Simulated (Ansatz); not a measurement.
Al$_{2}$Cu (P4/mmm), a film clamped to a substrate

These are results of Ansatz 0.2.0, DFT PBEsol, scalar-relativistic, plane waves, PAW, not measurements. The runs took a 420 eV cutoff, a Γ-centred 12×12×16 mesh and Gaussian smearing (0.15 eV). No spin polarisation. Energies are free energies at this smearing, counted from the undisturbed cell; pressure is positive in compression.

Reference structure (relaxed at this level; it needn't be the usual structure):

```yaml
crystal:
  lattice:
    - [4.08417, 0.00000, 0.00000]
    - [0.00000, 4.08417, 0.00000]
    - [0.00000, 0.00000, 2.84639]
  atoms:
    - { symbol: Al, position: [0.50000, 0.00000, 0.50000] }
    - { symbol: Al, position: [0.00000, 0.50000, 0.50000] }
    - { symbol: Cu, position: [0.00000, 0.00000, 0.00000] }
```

The cell (3 atoms, V0 = 47.48 Å³) is strained by p along both x and y and by q along z, fractional coordinates fixed. τp = (1/V0) ∂E/∂p = (σxx + σyy)(1 + p)(1 + q) and τq = (1/V0) ∂E/∂q = σzz(1 + p)², with tension positive.

```csv
p,q,ΔE (meV/atom),τp (GPa),τq (GPa)
0.000,0.000,0.00,-0.59,0.44
-0.015,0.000,6.28,-8.03,-1.64
0.015,0.000,4.05,5.87,2.21
0.000,-0.015,1.45,-2.46,-2.48
0.000,0.015,2.43,1.37,2.73
```

Question: Get the second derivatives of the energy density.

Answer: Central differences give A = ∂τp/∂p = 463 GPa (C11 + C22 + 2 C12), C = ∂τq/∂q = 174 GPa (C33) and the cross term B = ∂τq/∂p = 128 GPa (C13 + C23); ∂τp/∂q = 128 GPa must equal B, and any difference shows higher-order terms. The ions are clamped.

Question: A film of this crystal grows with z along the normal on a substrate that imposes p. How does its thickness respond, and what does the misfit cost?

Answer: Count p and q from the stress-free cell. A free surface needs τq = 0, so q = −(B/C) p = -0.74 p. The energy density left is (A − B²/C) p²/2 = M p², with the biaxial modulus M = 184 GPa; a misfit of 1 % costs 1.82 meV/atom, against 2.29 meV/atom if the thickness were held.

In a metal these slopes depend on the k mesh and the smearing.

Stretching the film in plane thins it, but by far less than constant volume would require, so misfit changes the volume as well as the shape. The metallic electron gas resists that change, and the oblique Al-Cu contacts between layers probably help couple the two directions. Letting the thickness respond therefore recovers only a modest part of the cost, from 2.29 to 1.82 meV/atom. That A far exceeds C doesn't make the plane intrinsically stiffer, since A strains two axes at once and includes their coupling.

Every atom sits on a site fixed by symmetry, which both strains preserve, so clamping the ions leaves out no internal relaxation within this cell. The higher energy for in-plane compression than for extension comes mostly from the residual stress of the reference cell, with a smaller anharmonic part.

The curvatures show stability against these two strains only, and the moduli shouldn't be carried over to the familiar body-centred tetragonal θ phase, whose atomic arrangement is different.
